# Office hours: three limits of the LYP correlation functional

**Student.** I fed a constant density to the LYP functional and compressed it. The correlation energy per electron levels off near $-0.068$ hartree. The electron gas is supposed to diverge like $\ln r_s$. Is my code wrong?

**Lecturer.** Your code is right, and we can prove it. We work in atomic units, energies in hartree and lengths in bohr. The spin densities are $n_\uparrow$ and $n_\downarrow$, their sum is $n$, and $x=n^{-1/3}$. I need three premises. The first is the definition of the functional of Lee, Yang and Parr (1988), in the Laplacian-free form of Miehlich, Savin, Stoll and Preuss (1989): $E_c=\int e_c\,d^3r$ with

$$e_c=-\frac{4a}{1+dx}\frac{n_\uparrow n_\downarrow}{n}-ab\,h\,n^{-11/3}\Big[2^{11/3}C_F\,n_\uparrow n_\downarrow\big(n_\uparrow^{8/3}+n_\downarrow^{8/3}\big)+G\Big],\tag{1}$$

$$G=n_\uparrow n_\downarrow\Big[\tfrac{47-7\delta}{18}|\nabla n|^2-\tfrac{45-\delta}{18}\big(g_\uparrow+g_\downarrow\big)-\tfrac{\delta-11}{9}\tfrac{n_\uparrow g_\uparrow+n_\downarrow g_\downarrow}{n}\Big]-\tfrac23n^2|\nabla n|^2+\big(\tfrac23n^2-n_\uparrow^2\big)g_\downarrow+\big(\tfrac23n^2-n_\downarrow^2\big)g_\uparrow.\tag{2}$$

Here $g_\sigma=|\nabla n_\sigma|^2$, $h=e^{-cx}/(1+dx)$, $\delta=cx+dx/(1+dx)$, and $C_F=\tfrac3{10}(3\pi^2)^{2/3}=2.871$. The constants $a=0.04918$, $b=0.132$, $c=0.2533$, $d=0.349$ are given inputs. They descend from the formula of Colle and Salvetti (1975), which was fitted to one closed-shell two-electron atom. The second premise is that the leading high-density term of the gas comes from the ring sum, as Gell-Mann and Brueckner (1957) showed. The third is that a finite system with a nondegenerate Kohn–Sham ground state has a correlation energy that starts at second order in the interaction strength.

**Student.** Equation (2) is a thicket. Why should I trust those coefficients?

**Lecturer.** Test them against the original closed-shell form,

$$E_c=-a\int\frac{n}{1+dx}\,d^3r-ab\int h\,n^{-2/3}\Big[C_Fn^{5/3}-\tfrac{17}{9}t_W+\tfrac1{18}\nabla^2n\Big]d^3r,\qquad t_W=\tfrac18\Big(\frac{|\nabla n|^2}{n}-\nabla^2n\Big).\tag{3}$$

Write $g=|\nabla n|^2$. The derivative terms in the bracket are $-\tfrac{17}{72}g/n+\tfrac{7}{24}\nabla^2n$, since $\tfrac{17}{72}+\tfrac{4}{72}=\tfrac7{24}$. Call the weight $W=hn^{-2/3}$. Because $dx/d\ln n=-x/3$, we have $d\ln h/d\ln n=\delta/3$, so $nW'/W=(\delta-2)/3$. With no surface term, $\int W\nabla^2n=-\int W'g$, and the Laplacian contributes $\tfrac7{24}\cdot\tfrac{2-\delta}{3}=\tfrac{14-7\delta}{72}$ times $Wg/n$. The sum is $-\tfrac{3+7\delta}{72}\,h\,n^{-5/3}g$.

Now put $n_\sigma=n/2$ and $g_\sigma=g/4$ in (2). Inside the bracket the constants give $\tfrac{47}{18}-\tfrac54+\tfrac{11}{36}=\tfrac53$, and the $\delta$ terms give $-\tfrac7{18}+\tfrac1{36}-\tfrac1{36}=-\tfrac7{18}$. The prefactor is $n^2/4$. The last three terms give $-\tfrac23+\tfrac5{24}=-\tfrac{11}{24}$. Hence $G=n^2g\big(\tfrac5{12}-\tfrac{11}{24}-\tfrac{7\delta}{72}\big)=-\tfrac{3+7\delta}{72}n^2g$, the same result.

## The uniform gas

**Student.** Accepted. For constant densities $G=0$, and the Laplacian in (3) vanishes too.

**Lecturer.** So both forms agree point by point there. Let $n_{\uparrow,\downarrow}=n(1\pm\zeta)/2$. Then $4n_\uparrow n_\downarrow/n=n(1-\zeta^2)$. Define $\phi(\zeta)=\tfrac12[(1+\zeta)^{8/3}+(1-\zeta)^{8/3}]$, so that $n_\uparrow^{8/3}+n_\downarrow^{8/3}=2^{-5/3}n^{8/3}\phi$. The $C_F$ term becomes $2^{11/3}\cdot2^{-5/3}\cdot\tfrac14=1$ times $C_F(1-\zeta^2)\phi\,n^{14/3}$, and $n^{-11/3}$ reduces it to one power of $n$. Dividing $e_c$ by $n$,

$$\varepsilon_c(n,\zeta)=-a\,(1-\zeta^2)\,\frac{1+bC_F\,\phi(\zeta)\,e^{-cx}}{1+dx}.\tag{4}$$

For the unpolarised gas $\phi=1$:

$$\varepsilon_c=-a\,\frac{1+bC_F\,e^{-cn^{-1/3}}}{1+dn^{-1/3}},\qquad bC_F=0.3790.\tag{5}$$

With $n=3/(4\pi r_s^3)$, $x=(4\pi/3)^{1/3}r_s=1.612\,r_s$. High density means $x\to0$, where (5) is analytic: an exponential over a linear function. Using $e^{-cx}=1-cx+\dots$ and $1/(1+dx)=1-dx+\dots$,

$$\varepsilon_c=-a(1+bC_F)+a\big[d(1+bC_F)+bC_F\,c\big]x+O(x^2)=-0.0678+0.0458\,r_s+\dots\tag{6}$$

The limit is $-0.0678$ hartree, or $-1.85$ eV. A convergent power series holds no logarithm at any order. It converges up to the distance of the pole at $x=-1/d$, which means $r_s<1.78$. Both factors of (5) are positive and fall with $x$, so $|\varepsilon_c|$ never exceeds 0.0678. At low density the exponential dies and $\varepsilon_c\to-a/(dx)=-0.0874/r_s$.

**Student.** But $C_F$ is the Thomas–Fermi constant. The gas is built in. Why isn't it reproduced?

**Lecturer.** What is built in is the *kinetic* energy density of the noninteracting gas, used to replace an orbital quantity in the Colle–Salvetti formula. The correlation energy of the gas was never imposed. Let us see where its logarithm comes from. The ring sum is

$$\varepsilon_c^{\rm ring}=\frac1n\int\frac{d^3q}{(2\pi)^3}\int_0^\infty\frac{d\omega}{2\pi}\Big[\ln(1-v\chi_0)+v\chi_0\Big],\qquad v=\frac{4\pi}{q^2},$$

with $\chi_0$ the free-electron density response at imaginary frequency $\omega$. For $q\ll k_F$ set $\omega=qk_Fu$. Then $\chi_0=-N_0R(u)$, where $N_0$ is the density of states per volume at the Fermi level and $R=\int_0^1\mu^2d\mu/(\mu^2+u^2)=1-u\arctan(1/u)$. Define $k_s^2=4\pi N_0$ and $y=q^2/k_s^2$. Then $q^2dq\,d\omega=\tfrac12k_Fk_s^4\,y\,dy\,du$, and

$$\varepsilon_c^{\rm ring}\simeq\frac{k_Fk_s^4}{4\pi^3n}\int_0^\infty du\int_0^{Y}\frac{y\,dy}{2}\Big[\ln\Big(1+\frac Ry\Big)-\frac Ry\Big],\qquad Y=\frac{k_F^2}{k_s^2}.$$

At large $y$ the integrand tends to $-R^2/(4y)$, so the $y$ integral is $-\tfrac14R^2\ln Y$ plus a constant. Wavevectors near and above $k_F$, where the small-$q$ form fails, change only the constant. Since $k_s^2\propto k_F$, $Y\propto k_F\propto1/r_s$ and $\ln Y=-\ln r_s+{\rm const}$. The remaining integral is $\int_0^\infty R^2du=\pi(1-\ln2)/3$. For two equal spins $N_0=k_F/\pi^2$ and $n=k_F^3/3\pi^2$, so the prefactor is $12/\pi^3$. For one spin $N_0=k_F/2\pi^2$ and $n=k_F^3/6\pi^2$, so it is $6/\pi^3$. Therefore

$$\varepsilon_c^{\rm exact}\to c_0\ln r_s,\qquad c_0(\zeta=0)=\frac{1-\ln2}{\pi^2}=0.0311,\qquad c_0(\zeta=1)=\frac{1-\ln 2}{2\pi^2}=0.0155.\tag{7}$$

The logarithm is collected from wavevectors between $k_s$ and $k_F$: long-range Coulomb coupling of excitations that cost arbitrarily little energy. A small atom has no such excitations, and a form fitted to it had no reason to carry that term. Asymptotically the exact energy falls by $c_0\ln10=0.0716$ hartree per decade of $r_s$, more than the whole range of (5).

## Full polarisation

**Student.** Equation (4) vanishes at $\zeta=1$. But "any fully polarised density" includes gradients, and the last three terms of (2) have no factor $n_\uparrow n_\downarrow$.

**Lecturer.** Regroup them. Since $|\nabla n|^2=g_\uparrow+g_\downarrow+2\nabla n_\uparrow\cdot\nabla n_\downarrow$, the pieces with $\tfrac23n^2$ leave only the cross term:

$$-\tfrac23n^2|\nabla n|^2+\big(\tfrac23n^2-n_\uparrow^2\big)g_\downarrow+\big(\tfrac23n^2-n_\downarrow^2\big)g_\uparrow=-\tfrac43n^2\,\nabla n_\uparrow\cdot\nabla n_\downarrow-n_\uparrow^2g_\downarrow-n_\downarrow^2g_\uparrow.\tag{8}$$

Every term of (1) now carries $n_\downarrow$ or $\nabla n_\downarrow$, and the other factors are finite wherever $n>0$. If $n_\downarrow\equiv0$ its gradient is zero too, and

$$e_c=0\ \text{at every point},\qquad E_c[n,0]=0.\tag{9}$$

This even holds locally. A differentiable non-negative function has zero gradient where it vanishes, so $e_c=0$ wherever either spin density is zero. The approach is linear: for $n_\downarrow=\eta\,m(\mathbf r)$ with small $\eta$ the leading terms are of order $\eta$. In the uniform case $n(1-\zeta^2)\to4n_\downarrow$ and $\phi(1)=2^{5/3}$, so the potentials $v_{c\sigma}=\partial e_c/\partial n_\sigma$ are

$$v_{c\uparrow}=0,\qquad v_{c\downarrow}=-4a\,\frac{1+2^{5/3}bC_F\,e^{-cx}}{1+dx}\qquad(\zeta=1).\tag{10}$$

**Student.** Then (9) is a virtue. The hydrogen atom has no correlation energy.

**Lecturer.** For one electron it is exact. But (1) cannot count electrons; it sees spin densities at a point. It returns zero for a polarised many-electron system too, and there the exact answer is negative. Same-spin electrons still repel: the antisymmetrised integrals $\langle ij\|ab\rangle$ between same-spin orbitals do not vanish in general, and the second-order energy is minus a sum of their squares over positive denominators. For the polarised gas (7) gives $0.0155\ln r_s$, which diverges. The protection also fails in the other direction. Assign one electron as half up and half down, as in each atom of spin-restricted stretched H$_2$, and the product $n_\uparrow n_\downarrow$ no longer vanishes.

**Student.** So LYP has no same-spin correlation at all?

**Lecturer.** It has none in a fully polarised system. For mixed densities the split into spin pairs needs a convention. The common one defines the same-spin part as $E_c[n_\uparrow,0]+E_c[0,n_\downarrow]$, and under it (9) makes that part zero always.

## Uniform scaling to high density

**Lecturer.** Define $n_{\sigma,\lambda}(\mathbf r)=\lambda^3n_\sigma(\lambda\mathbf r)$, which keeps the electron number $N$. Each density gains $\lambda^3$, each squared gradient $\lambda^8$, and $d^3r$ gives $\lambda^{-3}$. Count powers in (1). The first term has $3-3=0$. The $C_F$ term has $-11+6+8-3=0$. Every term of $G$ is two densities times a squared gradient, which gives $-11+6+8-3=0$ again. Only $x\to x/\lambda$ survives, and $x$ always comes with $c$ or $d$:

$$E_c[n_\lambda;c,d]=E_c[n;c/\lambda,d/\lambda].\tag{11}$$

As $\lambda\to\infty$, $h\to1$ and $\delta\to0$ at each point with $n>0$.

**Student.** At each point. In the tail of an atom $x$ is unbounded, so the limit isn't uniform. You can't just move it inside the integral.

**Lecturer.** A fair objection, and dominated convergence answers it. For any argument $0<h\le1$. Also $h\delta\le cx\,e^{-cx}+dx/(1+dx)^2\le 1/e+1/4=0.62$, each piece peaking where its variable equals one. The local terms are bounded by a constant times $n$, because $4n_\uparrow n_\downarrow\le n^2$ and $n_\sigma\le n$. With $|\nabla n|^2\le2(g_\uparrow+g_\downarrow)$, $|hG|$ is bounded by a constant times $n^2(g_\uparrow+g_\downarrow)$. So the integrand has a $\lambda$-independent integrable bound provided

$$J=\int\big(g_\uparrow+g_\downarrow\big)\,n^{-5/3}\,d^3r<\infty.\tag{12}$$

Then the limit is (1) with $c=d=0$. For a closed shell,

$$\lim_{\lambda\to\infty}E_c[n_\lambda]=-a(1+bC_F)N+\frac{ab}{24}\int\frac{|\nabla n|^2}{n^{5/3}}\,d^3r.\tag{13}$$

In an exponential tail the last integrand decays as $n^{1/3}$, and a nuclear cusp has a bounded gradient, so atoms and molecules in their ground states pass. Take two electrons in a hydrogenic orbital, $n_1=(2/\pi)e^{-2r}$. The density of a two-electron ion approaches its scaled form with $\lambda=Z$ at large $Z$. Here $|\nabla n_1|^2=4n_1^2$, the integral is $4(2/\pi)^{1/3}\,4\pi\cdot2\,(3/2)^3=108\pi(2/\pi)^{1/3}=291.9$, and (13) gives $-0.13564+0.07895=-0.05669$ hartree.

**Student.** Is finiteness what the exact functional does?

**Lecturer.** For finite systems under the third premise, yes. Scaling a wavefunction multiplies its kinetic energy by $\lambda^2$ and its repulsion by $\lambda$. Minimising over wavefunctions with density $n_\lambda$ therefore gives $F[n_\lambda]=\lambda^2F^{\alpha}[n]$ with $\alpha=1/\lambda$, where $F^\alpha$ is the minimum of kinetic energy plus $\alpha$ times the repulsion. The noninteracting kinetic, Hartree and exchange parts obey the same rule, so $E_c[n_\lambda]=\lambda^2E_c^{1/\lambda}[n]$. If $E_c^\alpha=\alpha^2E^{(2)}+\dots$, the limit is the finite $E^{(2)}$, the second-order energy of Görling and Levy (1993). A local approximation built on (7) has $r_s\to r_s/\lambda$ everywhere and diverges as $-\ln\lambda\int n\,c_0\,d^3r$. LYP shares the finiteness. Nothing here shows that (13) equals $E^{(2)}$.

**Student.** Then the missing logarithm is the price of a finite limit. You can't have both.

**Lecturer.** In LYP they are one fact, since scaling a uniform gas only sends $r_s\to r_s/\lambda$. But a gradient approximation can have both. The reduced gradient $s=|\nabla n|/[2(3\pi^2)^{1/3}n^{4/3}]$ does not change under scaling. The toy form $-c_0\ln[1+1/(r_s+s^2)]$ tends to $c_0\ln r_s$ at $s=0$ and stays finite at any $s>0$. The gas has no gap and escapes the third premise, so there is no contradiction.

## Range of validity

**Student.** What are the limits on all this?

**Lecturer.** Four. First, (4) to (6) and (9) to (11) are exact properties of the functional for collinear spin densities. They are not properties of electrons. Second, (6) is usable only for $r_s$ well below 1.78. Third, finiteness needs (12). If $n\propto y^2$ near a nodal plane $y=0$, the integrand goes as $|y|^{-4/3}$, the factor $e^{-cx/\lambda}$ cuts it off at $|y|\sim\lambda^{-3/2}$, and $E_c[n_\lambda]$ grows as $\lambda^{1/2}$. Fourth, finite does not mean negative. Since $|\nabla n|^2n^{-5/3}=\tfrac{40}3C_Fs^2n$, the closed-shell energy per electron is

$$\varepsilon_c(n,s)=\varepsilon_c(n,0)+\tfrac5{27}\,abC_F\,h\,(3+7\delta)\,s^2.\tag{14}$$

At high density this is $-a[1+bC_F(1-\tfrac59s^2)]$, which is positive for $s>2.56$. An energy density is not unique, but a density dominated by such regions gets a positive total, while the exact $E_c$ is never positive.

## Sodium

**Student.** Let me do a metal. I model the valence electrons of sodium as a uniform gas with the typical $r_s=3.99$. Then $n=3.758\times10^{-3}$ bohr$^{-3}$, $x=6.432$, $cx=1.629$, $dx=2.245$, $e^{-cx}=0.1961$ and $bC_Fe^{-cx}=0.0743$. Equation (5) gives $-0.0163$ hartree, or $-0.443$ eV. The two-term series (6) would give $+0.115$, as we are outside its radius.

**Lecturer.** Now polarise it at fixed density, where $\phi(0.5)=1.553$, and scale it.

| case | $r_s$ (bohr) | $\zeta$ | $\varepsilon_c$ (hartree) |
|---|---|---|---|
| Na density | 3.99 | 0 | $-0.0163$ |
| half polarised | 3.99 | 0.5 | $-0.0127$ |
| fully polarised | 3.99 | 1 | 0 |
| $\lambda=10$ | 0.399 | 0 | $-0.0531$ |
| $\lambda=100$ | 0.0399 | 0 | $-0.0660$ |
| $\lambda\to\infty$ | 0 | 0 | $-0.0678$ |

Beyond $\lambda=100$ only 0.0018 hartree is left to gain, against 0.0716 per decade from (7). In the fully polarised row the energy is zero, yet (10) gives a minority electron $v_{c\downarrow}=-0.0749$ hartree. For the wiring metal aluminium, with the typical $r_s=2.07$, $x=3.337$ and (5) gives $-0.0264$ hartree.

**Student.** Real sodium isn't uniform. How much do the gradients we dropped matter?

**Lecturer.** At this density $\delta=2.321$, and (14) reads $\varepsilon_c=-0.0163+0.0040\,s^2$. The gradient term reaches a tenth of the uniform value at $s=0.64$, and it reduces the magnitude. The ion cores are left out altogether, so these numbers belong to the uniform model evaluated with LYP, not to the metals. As typical knowledge and not as a measurement, the unpolarised gas has a correlation energy of roughly $-0.032$ hartree per electron near $r_s=4$ and $-0.044$ near $r_s=2.1$, so LYP is too small in magnitude by about half at the density of sodium and by about 40 per cent at that of aluminium.